Choosing a solver for the Coulomb-coupled energy harvester: charge windows against kinetic Monte Carlo

1. The device and the four-state result

Two copper islands share a capacitor but exchange no electrons. Island S (excess electrons n) is joined by tunnel junctions to leads L and R, all at T_c. The gate island G (excess electrons m) is joined to one normal lead, both at T_h. Adding an electron to S costs E_m = E_0 + mU. Tunnelling is sequential, and each junction obeys detailed balance, Γ⁺/Γ⁻ = exp[−(E − μ)/kT], with + for entry and − for exit. I is e times the number flow of electrons from L to R (the conventional current runs the other way). J is the heat drawn from the hot side, gate island and its lead together.

Sánchez and Büttiker (2011) keep n, m ∈ {0, 1}. The four states form one loop, (n,m) = 00 → 10 → 11 → 01 → 00, with net circulation j. The gate fills at a cost higher by U than it gets back on emptying, so J = Uj.

Predict: at zero bias, what is the ratio of forward to backward loop rates?

The S steps give exp[−E_0/kT_c] · exp[(E_0 + U)/kT_c] and the gate steps give exp[−U/kT_h]. The ratio is exp[U/kT_c − U/kT_h], so j > 0 when T_h > T_c. At zero bias both leads have the same Γ⁺/Γ⁻, so R takes the same share x_m = Γ_Rm/(Γ_Lm + Γ_Rm) of entries and of exits. Net exit j at m = 1 and net entry j at m = 0 give

I/e = j(x_1 − x_0) = (J/U)(Γ_L0 Γ_R1 − Γ_L1 Γ_R0)/[(Γ_L0 + Γ_R0)(Γ_L1 + Γ_R1)].

Ideal filtering, Γ_L1 = Γ_R0 = 0, gives I/e = J/U at any bias. Against μ_R − μ_L = eV the efficiency is IV/J = eV/U, the loop ratio becomes exp[(U − eV)/kT_c − U/kT_h], and the current stalls at eV = U(1 − T_c/T_h), where the efficiency is Carnot's.

Predict: do two normal junctions of different resistance give a current?

No. Their rates differ by a constant factor, so x_0 = x_1. A filter is needed, and the gap Δ of a superconducting Al lead supplies it.

2. A solvable model

With f the Fermi function and ν the normalised density of states of the lead, Γ⁺(E) = (1/e²R_j)∫ν(ε) f(ε)[1 − f(ε − E)]dε. The identity f(ε)[1 − f(ε − E)] = [f(ε − E) − f(ε)]/(e^(E/kT) − 1) gives Γ⁺ = Φ(E)/[e²R_j(e^(E/kT) − 1)]. For the normal lead L, Φ = E. For R the model takes ν = 0 inside |ε| < Δ and ν = 1 outside, and then

Φ(E) = kT ln[(1 + e^((E − Δ)/kT))/(1 + e^(−(E + Δ)/kT))].

Inputs, all assumed: Δ = 200 µeV (typical of thin Al films), kT_c = 40 µeV (0.464 K), kT_h = 80 µeV (0.928 K), U = 80 µeV, E_0 = 40 µeV, charging energies E_G = 80 µeV and E_S = 400 µeV (coefficients of m² and n²), R_L = 10 MΩ, R_R = R_G = 200 kΩ. These energies correspond to total capacitances of 0.21 fF (S) and 1.05 fF (G) and a mutual 0.105 fF. The rate unit is Γ* = kT_c/e²R_L = 2.50×10⁷ s⁻¹, with eΓ* = 4 pA. An ideal filter would stall at 40 µV.

S is cold and small, so the model keeps n = 0, 1. The gate is hot and keeps every m, with energy E_G(m − ½)² + U(n − ½)(m − ½) for its m-dependent part. In the limit R_G → 0 the gate is thermal at each n, with weights

u_m = exp[−(m − ½)² + (m − ½)/2] for n = 0, v_m = exp[−(m − ½)² − (m − ½)/2] for n = 1,

since E_G/kT_h = U/kT_h = 1. S is then a two-state system with rates W_l⁺ = Σu_m Γ_l⁺(E_m)/Σu_m and W_l⁻ = Σv_m Γ_l⁻(E_m)/Σv_m. With W^± = W_L^± + W_R^±, the occupation is p_1 = W⁺/(W⁺ + W⁻), and I/e = p_1W_R⁻ − p_0W_R⁺ gives

I/e = (W_L⁺W_R⁻ − W_R⁺W_L⁻)/(W⁺ + W⁻).

The sums converge like Gaussians. In units of Γ*, W_L⁺ = 0.3171, W_R⁺ = 0.3852, W_L⁻ = 2.0577, W_R⁻ = 3.8056 and p_1 = 0.107. The exact zero-bias current of the model is I = 0.063069 eΓ* = 0.2523 pA.

3. Method A: master equation in a window of M gate charges

The four-state theory is the case M = 2. Here x_0 = 0.439, x_1 = 0.678, so 0.239 electrons pass per U of heat, and j = 0.1491 Γ*.

Work. There are K = 2M states. Dense elimination costs about K³/3 multiply-adds and K² words of memory.

Predict: order the states as k = 2m + n. How far from the diagonal do rates reach?

An S jump moves k by 1 and a gate jump by 2, so the half-bandwidth is b = 2. Fix one probability to 1 and eliminate; the columns of a rate matrix are diagonally dominant, so no pivoting is needed. Each state costs at most b divisions, b² matrix updates, b updates of the right side and b + 1 operations of back substitution, 11 in all, plus 2 for normalisation and the current. There are 2M junction rates on S and 2(M − 1) gate bonds, each pair Γ^± from one evaluation, which is charged 20 operations by assumption. So

work = 26M + 20(4M − 2) = 106M − 40, memory = (2b + 1)K = 10M words.

Neither count depends on R_G.

Deviation. For even M the window is centred on m = ½. The heaviest omitted state lies at |m − ½| = (M + 1)/2, and its weight relative to the heaviest kept state is

δ(M) = exp[−(E_G M(M + 2) − UM)/4kT_h] = exp[−M(M + 1)/4] here.

Inverting, M ≈ 2√[(kT_h/E_G) ln(1/ε)] for small ε, so work grows only as √ln(1/ε). The estimate gives 0.22, 0.0067 and 2.8×10⁻⁵ for M = 2, 4, 6.

Predict: is the four-state current too high or too low, and which state should a third slot hold?

At n = 1 the exit rates into Al are 1.24, 6.66 and 34.9 Γ* for m = 0, 1, 2, since E_2 = Δ. The state m = 2 has weight v_2 = 0.0498 only, yet supplies 1.74 of the sum Σv_mΓ_R⁻ = 7.18. Dropping it removes the best-filtered exits, so M = 2 should lie low and m = 2 comes next.

M | m range | I (eΓ*) | deviation | work | memory
2 | 0…1 | 0.03564 | −43.5 % | 172 | 20
3 | 0…2 | 0.05344 | −15.3 % | 278 | 30
4 | −1…2 | 0.06244 | −1.00 % | 384 | 40
5 | −1…3 | 0.06321 | +0.22 % | 490 | 50
6 | −2…3 | 0.063070 | +0.0024 % | 596 | 60

The currents are those of the limit R_G → 0, from the formula of section 2 with the sums cut to the window. δ(M) gives the size of the even rows within a factor of 2, but not their sign.

4. Method B: kinetic Monte Carlo

Draw a waiting time from the total exit rate, draw a jump, and count Q, exits into R minus entries from R. No window is imposed, and the memory is the state and its six rates. The estimate Q/t has a statistical spread.

Predict: how does the spread fall with the number N of events, and what fixes the prefactor?

It falls as N^(−1/2), with a prefactor set by the shot noise. To find it, add yn to Q, which changes nothing at long times, and choose y so that Q + yn drifts at the rate I/e in both states. In state 0 this reads yW⁺ − W_R⁺ = I/e, so y = 0.638; state 1 then follows from the current formula. Q + yn − It/e has uncorrelated increments of zero mean, with jumps ±(1 − y) at R and ±y at L, so its variance grows at the rate

D = (1 − y)²(p_0W_R⁺ + p_1W_R⁻) + y²(p_0W_L⁺ + p_1W_L⁻) = 0.3033 Γ*.

The Fano factor De/I is 4.81, as most jumps go back and forth without carrying current. S events occur at the rate A = 2p_0W⁺ = 1.254 Γ*. With t = N/A the relative standard deviation ε obeys

ε² = DA/[(I/e)²N] = 95.7/N, ε = 9.78/√N.

At an assumed 20 operations per event with cached rates, work = 20 × 95.7/ε². This charges only the events on S and flatters the method. At R_G = 200 kΩ the gate, thermal at each n, jumps at 145 Γ*, which is 115 gate events per S event, and that factor grows as 1/R_G.

5. The choice

Predict: at which accuracy does Monte Carlo overtake the window?

target | cheapest window | its work | Monte Carlo work (S events only)
20 % | M = 3 | 278 | 4.8×10⁴
2 % | M = 4 | 384 | 4.8×10⁶
0.5 % | M = 5 | 490 | 7.7×10⁷
0.01 % | M = 6 | 596 | 1.9×10¹¹

At none. A √ln(1/ε) law with a small prefactor stays under a 1/ε² law in every row. The four-state theory meets none of these targets at kT_h = E_G. It is the right choice when δ(2) = exp[−(2E_G − U/2)/kT_h] lies well under the target.

By budget: 200 operations buy M = 2 (−43.5 %) or 10 events (ε = 3.1). 400 operations buy M = 4 (−1.00 %) or 20 events (ε = 2.2). 10⁶ operations buy Monte Carlo ε = 4.4 %, while M = 6 reaches 0.0024 % for 596. Without an exact answer at hand, run M and M + 2 and take the difference as the estimate for M; this a little more than doubles the work and changes no ranking of the two methods.

Predict: what happens with d gate islands?

Then K = 2M^d and b = 2M^(d−1), so elimination costs Kb² = 8M^(3d−2) and stores about 2bK = 8M^(2d−1) words, exponential in d. Monte Carlo pays for 1 + 115d events per S event, linear in d. Suppose, as an illustration, that M = 4 still gives 2 % and that the constant 95.7 and the cost per event carry over. At d = 5 the band costs 5.4×10⁸ against 2.8×10⁹ for Monte Carlo. At d = 6 it costs 3.4×10¹⁰, with 3.4×10⁷ words, against 3.3×10⁹. The crossover lies between five and six gates, far beyond a pair of islands.

6. How much accuracy is worth buying

The model itself departs from a device, and the sizes set the sensible target.

Finite gate speed. In the four-state loop the numerator of j scales as g², where g is the sum of the up and down gate rates. The normalisation, a sum over spanning trees, has terms with two gate edges (∝ g²) and terms with one (∝ g), so the current falls by a relative amount ∝ 1/g. Solving the four equations at R_G = 200 kΩ gives 0.03461 eΓ*, lower by 2.9 %. The band solver includes this at no extra work.

Further charges on S. Reaching n = −1 costs at least 520 µeV = 13 kT_c inside the widest window, and the flux into it is 3.3×10⁻⁵ Γ*, small against I/e.

Higher-order tunnelling. Its scale is h/(4π²e²R) = 0.0033 for a 200 kΩ junction.

Density of states. The BCS form ν = |ε|/√(ε² − Δ²) raises rates well inside the gap by the ratio of ∫νe^(−ε/kT)dε from Δ to ∞ to its flat value, (Δ/kT)K₁(Δ/kT)e^(Δ/kT) = 3.0 at Δ = 5kT_c. The flat-gap model therefore understates the sub-gap rates of a real 200 kΩ Al junction about threefold, and stands roughly for one of 600 kΩ. The current of 0.25 pA is the model's, and a device calls for BCS rates, which raise the charge per rate evaluation but leave both scaling laws as derived.

Heat leak. The four-state J = Uj is 48 aW. A gate of assumed volume 𝒱 = 10⁻²¹ m³, with a typical electron-phonon constant Σ = 2×10⁹ W m⁻³ K⁻⁵ for Cu, loses Σ𝒱(T_h⁵ − T_c⁵) = 1.3 pW to phonons at T_c. The efficiency eV/U counts the Coulomb channel alone.

With shifts of a few per cent from R_G and more from ν, digits beyond the per cent level describe the model only. For this pair of islands the choice is the band solver at M = 4, run at the true R_G: 2.2 times the work of the four-state theory brings the truncation deviation from −43.5 % to −1.00 %.